**Question: can the 5p levels of barium be estimated by hand when the outer electrons are moved around?**

I ran neutral Ba as a spherical, spin-polarised LDA atom and put the two electrons outside the xenon core into different shells. The 5p shell is full in every run, yet its level moves and splits into a spin-up and a spin-down level.

Neutral Ba atom (Z = 56) computed with Quantum ESPRESSO 7.5 (ld1.x): all-electron, scalar-relativistic, spin-polarised Kohn-Sham theory with spherical densities and a point nucleus. The functional is LDA-PW92 (Slater exchange, Perdew-Wang correlation). Eigenvalues are negative for bound levels.

```csv
configuration,eigenvalue (5p up) (eV),eigenvalue (5p down) (eV),mean radius (5p up) (bohr),mean radius (5p down) (bohr),ε(5p down) − ε(5p up) (eV),Σ<r²> (bohr²)
[Xe] 6s2,-18.805,-18.805,1.9215,1.9215,0.0000,95.34
[Xe] (6s up)1 (6p up)1,-19.863,-19.733,1.9202,1.9099,0.1304,109.3
[Xe] (5d up)1 (6s up)1,-17.707,-17.381,1.9417,1.9265,0.3254,89.82
[Xe] (4f up)1 (6s up)1,-20.667,-20.481,1.9339,1.9255,0.1855,292.0
[Xe] (5d up)0.5 (6s up)1 (6s down)0.5,-18.241,-18.066,1.9322,1.9248,0.1751,92.74
[Xe] (5d up)1 (6p up)1,-18.751,-18.443,1.9349,1.9237,0.3087,108.2
[Xe] (4f up)1 (5d up)0.5 (6s up)0.5,-20.605,-20.344,1.9357,1.9267,0.2612,306.3
```

The eigenvalue columns are the Kohn-Sham energies of the 5p orbitals of each spin, the mean radii are their $\langle r\rangle$, ε(5p down) − ε(5p up) is what I call the gap, and Σ<r²> adds $\langle r^2\rangle$ over all electrons. Five of the six open-shell rows have the same net spin of two electrons, but their gaps are clearly unequal. Is there a rule with few constants that gives the gap and the level position on paper? How far can it be trusted, and why is the deeper spin-up orbital the larger one?

**Answer**

Treat the centre of the two levels and the gap between them separately, because they have different causes. The centre follows the charge of the outer electrons (screening), and the gap follows their spin (exchange). To first order both add up shell by shell:

$$\varepsilon_{\uparrow,\downarrow} = \varepsilon_0 + \sum_i n_i b_i \mp \tfrac12 \sum_i m_i a_i .$$

Here $\varepsilon_0 = -18.805$ eV is the 5p level of 6s², $n_i$ is the number of electrons moved from 6s into shell $i$, and $m_i$ is the net spin (up minus down) in shell $i$, 6s included. The gap constants are $a = 0.07,\ 0.06,\ 0.25,\ 0.11$ eV for 6s, 6p, 5d and 4f. The shift constants are $b = -1.0,\ +1.3,\ -1.8$ eV for 6p, 5d and 4f.

**Why the gap adds up**

In a local spin-density functional the exchange potential for spin $\sigma$ is $v_\sigma = -(6\rho_\sigma/\pi)^{1/3}$ in atomic units. Write $\rho_{\uparrow,\downarrow} = (\rho \pm m)/2$ with total density $\rho$ and spin density $m$, and let $\zeta = m/\rho$. Then

$$v_\downarrow - v_\uparrow = \left(\frac{3\rho}{\pi}\right)^{1/3}\left[(1+\zeta)^{1/3} - (1-\zeta)^{1/3}\right] \approx \frac23 \left(\frac{3}{\pi}\right)^{1/3} \frac{m}{\rho^{2/3}} .$$

To first order the exchange part of the gap is this difference averaged over the 5p density. Where the 5p orbital lives, the filled shells supply most of $\rho$, so $\zeta$ is small and the linear form applies. The spin density is a sum over the open shells, and the induced polarisation of the core is linear in it as well, so each shell contributes $m_i a_i$. The constant $a_i$ measures how strongly orbital $i$ overlaps the 5p density, with extra weight where $\rho$ is small, and it includes the response of the core.

The limits fix the scale. With paired spins $m$ vanishes everywhere, and the zero gap of 6s² is required by symmetry. An unpaired electron taken far outside the atom has no overlap with 5p and contributes nothing, whatever its spin. An electron in an orbital that shares the radial range of 5p gives the largest effect. Net spin alone therefore cannot be the rule: the best single constant, 0.124 eV per unpaired electron, overestimates the 6s6p gap by 90 % and underestimates the 5d6s gap by 24 %, each relative to the table.

The four open-shell rows with whole occupations fix the four constants. Subtracting 5d6p from 5d6s gives $a_{6s} - a_{6p} = 0.3254 - 0.3087 = 0.0167$ eV, and the 6s6p row gives the sum, 0.1304 eV. Hence $a_{6s} = 0.074$ and $a_{6p} = 0.057$ eV, and the 5d6s and 4f6s rows then give 0.252 and 0.112 eV. The split between 6s and 6p rests on a small difference between two rows whose 5d orbitals differ in radius by about 5 %, so any change of $a_{5d}$ between those rows is absorbed into it. The sum of the two and the dominance of 5d are well fixed. Their individual values should not be interpreted.

**Where the 5d constant comes from**

Hartree-Fock theory with frozen orbitals gives the same additive form with no free constant. An up electron in shell $i$ lowers the 5p-up level by the shell-averaged exchange integral $K_i$, a sum of Slater integrals $G^k(i,5p)$ weighted by squared 3j symbols:

$$K_s = \tfrac13 G^1, \qquad K_p = \tfrac13 G^0 + \tfrac{2}{15} G^2, \qquad K_d = \tfrac{2}{15} G^1 + \tfrac{3}{35} G^3 .$$

The 5d6s run has $G^1 = 3.56$ and $G^3 = 2.16$ eV for 5d with 5p, so $K_{5d} = 0.475 + 0.185 = 0.660$ eV. The corresponding values are about 0.16 eV for 6s and 0.10 eV for 6p. The order follows the mean radii: about 3.8 bohr for 5d and 4.8 bohr for 6s in the 5d6s run, and 6.0 bohr for 6p in the 6s6p run, against 1.9 bohr for 5p. These integrals show directly that 5d exchanges with 5p about four times as strongly as 6s does.

The LDA gap is smaller than the sum of the $K_i$. One factor $c$ fitted to the 6s6p and 5d6s rows gives gap $\approx 0.41 \sum_i m_i K_i$, and the ratio of gap to sum lies between 0.40 and 0.48 in the four open-shell rows without 4f. Part of the reduction is standard: correlation keeps electrons of opposite spin apart too, which works against the exchange preference for parallel spins. How much of the factor is correlation, how much the local form of exchange and how much the response of the core has not been tested here, and any division would be a guess.

**Why the centre moves**

A spherical shell of charge entirely outside the 5p orbital creates a constant potential inside, equal to its charge over its radius. It shifts every inner level by the same amount and leaves the orbitals unchanged. The runs without 4f seem to obey this limit: from 6s² to 5d6s the 1s level rises by 1.34 eV and the 5p centre by 1.26 eV. The match is partly a compensation, though. The 5d orbital overlaps the 5p shell, so on its own it would raise 1s clearly more than 5p, but the 5p shell expands in response and this takes back more of the rise at 1s. Moving an electron inward, from 6s to 5d, raises the repulsion and the levels, and moving it outward to 6p lowers them.

With frozen orbitals the electrostatic part of the shift is the difference of direct Coulomb integrals, $F^0(i,5p) - F^0(6s,5p)$, which is $+1.88$ eV for 5d and $-1.43$ eV for 6p. The computed shifts are 0.67 and 0.69 of these. A reduction is what relaxation gives: when one electron screens less, the others contract and restore part of the repulsion, and the reverse. The remaining 6s orbital and the 5p shell, averaged over spin, both move that way: they shrink in 6s6p and grow in 5d6s relative to 6s². The 5p radius changes by less than one per cent, but six electrons share the change, so it matters. Exchange and correlation also move the centre, and their share in the two ratios is not separated from relaxation here. The near equality of the ratios rests on two rows only. The constants $b_i$ are simply the shifts of the rows 6s6p, 5d6s and 4f6s, rounded.

**Two rows worked**

For 5d6p both electrons have left 6s, so the centre is $-18.805 + 1.3 - 1.0 = -18.505$ eV. The gap is $0.25 + 0.06 = 0.31$ eV, which puts the levels at $-18.66$ and $-18.35$ eV. The table has $-18.751$ and $-18.443$ eV, so both are 0.09 eV too high. This row helped to fix the $a_i$, so its gap is no test of them, while its centre was not used in fixing the $b_i$. The exchange form does predict the gap independently: $0.407 \times (0.660 + 0.101) = 0.310$ eV against 0.3087 eV. Agreement that close is partly luck, since the integrals come from other configurations and the same formula is 16 % low for 6s6p, a row it was fitted to.

The row with 5d⁰·⁵6s¹·⁵ entered none of the fits used for the rule. Half an electron has moved, so the centre is $-18.805 + 0.65 = -18.155$ eV. The net spin is one half in 5d and one half in 6s, one electron in all, so the gap is $0.125 + 0.035 = 0.16$ eV. The levels $-18.235$ and $-18.075$ eV are each within 0.01 eV of the table, and the gap is 9 % below the tabulated 0.1751 eV.

This row lies halfway between 6s² and 5d6s, so it tests linearity alone, and its gap is 0.538 of the 5d6s gap where the rule says one half. The misfit is far larger than the rounding of the table. The next term of the exchange bracket, cubic in $\zeta$, has the same sign as the linear one and would push the ratio below one half, so it works in the wrong direction. The 5d orbital is 4 % smaller here than in 5d6s, which raises its overlap with 5p. That has the right sign and is my guess for the cause, but its size is untested.

**Accuracy, and the 4f rows**

The residuals are in the printed output below. The two-digit constants give all six gaps within 9 % of the table, with an rms error of 0.008 eV, but four of those rows fixed the constants. With unrounded constants the two independent rows miss by −7 % and +5 %, so about 10 % is the fair figure to carry. The levels come out within 0.1 eV in five rows and 0.52 eV too high in the last one, the mixed 4f row.

That failure marks the edge of the range. A compact 4f electron inside the 5p shell would screen more than any other and push the level up. The table shows the opposite, the most negative shift of all, and Σ<r²> triples relative to 6s². The orbital in 4f6s has a mean radius of 12.5 bohr, yet its $\langle 1/r\rangle$ is 0.255 per bohr, three times the 0.08 that a shell at 12.5 bohr would have. This is the signature of the double well that an f electron sees near barium: the centrifugal barrier separates a narrow inner well from a wide outer one, and the orbital has weight in both. The outer part screens weakly and lowers the centre. The inner part carries spin into the core, as the 4d level shows by splitting 0.123 eV in 4f6s against 0.031 eV in 6s6p. That is why 4f6s has a larger gap than 6s6p although 4f is a larger orbital than 6p, and why mean radius alone cannot rank the shells.

An orbital shared between two wells changes with small changes of the potential, and additivity needs orbitals that stay the same. Replacing half a 6s electron by 5d adds screening, and $\langle 1/r\rangle$ of the 4f falls to 0.75 of its former value. Charge has left the inner well, which lowers the centre and so accounts for the sign of the miss. The gap of that row is still missed by only about 5 %, probably because the weaker 4f contribution is offset by a 5d orbital 12.5 % smaller than in 5d6s. That cancellation is a guess. LDA's self-interaction error and its too rapidly decaying potential make so diffuse an orbital unreliable in any case, so the two 4f constants describe this calculated state only.

**Deeper yet larger**

The extra attraction $v_\downarrow - v_\uparrow$ should be strongest on the outer flank of 5p, where the spin density is appreciable and $\rho^{2/3}$ is small. A potential that is more attractive outside lowers the up level and also draws the up orbital outward, and all six open-shell rows have the up radius larger, by 0.007 to 0.015 bohr. The gap depends on the average of this potential and the radius on its slope, so the two need not be proportional. Per eV of gap the 6s6p row expands most, 0.079 bohr against 0.034 to 0.047 for the others. Binding and size go together when the nuclear attraction changes, and a change made by outer electrons can separate them.

**Range and neighbours**

The open-shell rows are imposed excited configurations. In 5d6s, for example, the empty 6s-down level lies below the filled 5d-up level, and half occupations are not pure states. The gaps are differences of Kohn-Sham eigenvalues in a spherical atom and are not multiplet splittings. The scalar-relativistic treatment leaves out the 5p spin-orbit splitting, which in so heavy an atom is expected to exceed every gap here, so the rule estimates this calculation and not a spectrum.

The form of the rule carries over to neighbours, while the constants do not. In the barium cation the outer orbitals contract, so their overlap with 5p and their gap constants should grow. With more nuclear charge, in the lanthanides, the 4f collapses into the inner well: its shift constant should turn positive, and it should become a more stable number because a compact orbital changes less between configurations. In strontium and calcium the d shell with the same principal number as the outermost core p shell should again dominate the gap. Unrestricted Hartree-Fock with frozen orbitals is the limit $c = 1$, and a row with opposed spins in two shells would take the difference of their constants, a case these rows probe only within the 6s shell.

Output of the analysis:

```
Table rounding: gap 0.00005 eV, levels 0.0005 eV, radii 0.00005 bohr
Gap per net spin (eV), exact from * rows: 6s 0.0736 6p 0.0568 5d 0.2519 4f 0.1119
least squares, six rows: 6s 0.079 6p 0.054 5d 0.252 4f 0.101 | two digits: 6s 0.07 6p 0.06 5d 0.25 4f 0.11
Net spin alone: 0.124 eV per electron
row | spin | gap eV | exact, err% | lsq err% | two-digit, err% | spin-only err%
6s6p* | 2 | 0.1304 | 0.1304 +0.0 | +2.1 | 0.130 -0.3 | +90
5d6s* | 2 | 0.3254 | 0.3254 +0.0 | +1.5 | 0.320 -1.7 | -24
4f6s* | 2 | 0.1855 | 0.1855 +0.0 | -2.9 | 0.180 -3.0 | +33
5d.5 6s1.5 | 1 | 0.1751 | 0.1627 -7.1 | -5.7 | 0.160 -8.6 | -29
5d6p* | 2 | 0.3087 | 0.3087 +0.0 | -0.9 | 0.310 +0.4 | -20
4f 5d.5 6s.5 | 2 | 0.2612 | 0.2747 +5.1 | +2.1 | 0.270 +3.4 | -5
rms eV: lsq 0.0057, two-digit 0.0078, spin-only 0.0709
half row gap / 5d6s gap = 0.538; 5d6s / 6s6p = 2.50
Exchange K (eV): 6s 0.169 (6s6p) 0.157 (5d6s), 6p 0.101, 5d 0.660
a/K by shell (mean 6s K 0.163): 6s 0.45 6p 0.56 5d 0.38
c = 0.407 from 6s6p and 5d6s; 4f rows lack integrals
  6s6p: sum K 0.270, gap/sum 0.48, c*sum 0.110 eV, err -15.6%
  5d6s: sum K 0.816, gap/sum 0.40, c*sum 0.332 eV, err +2.1%
  5d.5 6s1.5: sum K 0.411, gap/sum 0.43, c*sum 0.167 eV, err -4.4%
  5d6p: sum K 0.761, gap/sum 0.41, c*sum 0.310 eV, err +0.3%
Shift per electron moved from 6s (eV): 6p -0.993 5d +1.261 4f -1.769; rounded -1.0 +1.3 -1.8
F0 differences eV: 6p -1.43, 5d +1.88; shift/F0 0.69, 0.67
row | shift eV | additive, err (first 3 rows fix it) | rounded rules: up, err; down, err
6s6p | -0.993 | -0.993 +0.000 | -19.87 -0.01; -19.74 -0.01
5d6s | +1.261 | +1.261 +0.000 | -17.66 +0.04; -17.34 +0.04
4f6s | -1.769 | -1.769 +0.000 | -20.70 -0.03; -20.52 -0.03
5d.5 6s1.5 | +0.651 | +0.630 -0.021 | -18.23 +0.01; -18.08 -0.01
5d6p | +0.208 | +0.268 +0.060 | -18.66 +0.09; -18.35 +0.09
4f 5d.5 6s.5 | -1.669 | -1.139 +0.531 | -20.09 +0.52; -19.82 +0.52
row | r(up)-r(down) bohr | per gap bohr/eV | sum r^2 over that of 6s2
6s6p | 0.0103 | 0.079 | 1.15
5d6s | 0.0152 | 0.047 | 0.94
4f6s | 0.0084 | 0.045 | 3.06
5d.5 6s1.5 | 0.0074 | 0.042 | 0.97
5d6p | 0.0112 | 0.036 | 1.13
4f 5d.5 6s.5 | 0.0090 | 0.034 | 3.21
4f <1/r>, mixed row over 4f6s: 0.75
4d gap eV: 6s6p 0.031, 4f6s 0.123, mixed 4f 0.092
5d radius vs 5d6s: half -4.1%, 5d6p -4.9%, mixed 4f -12.5%
```
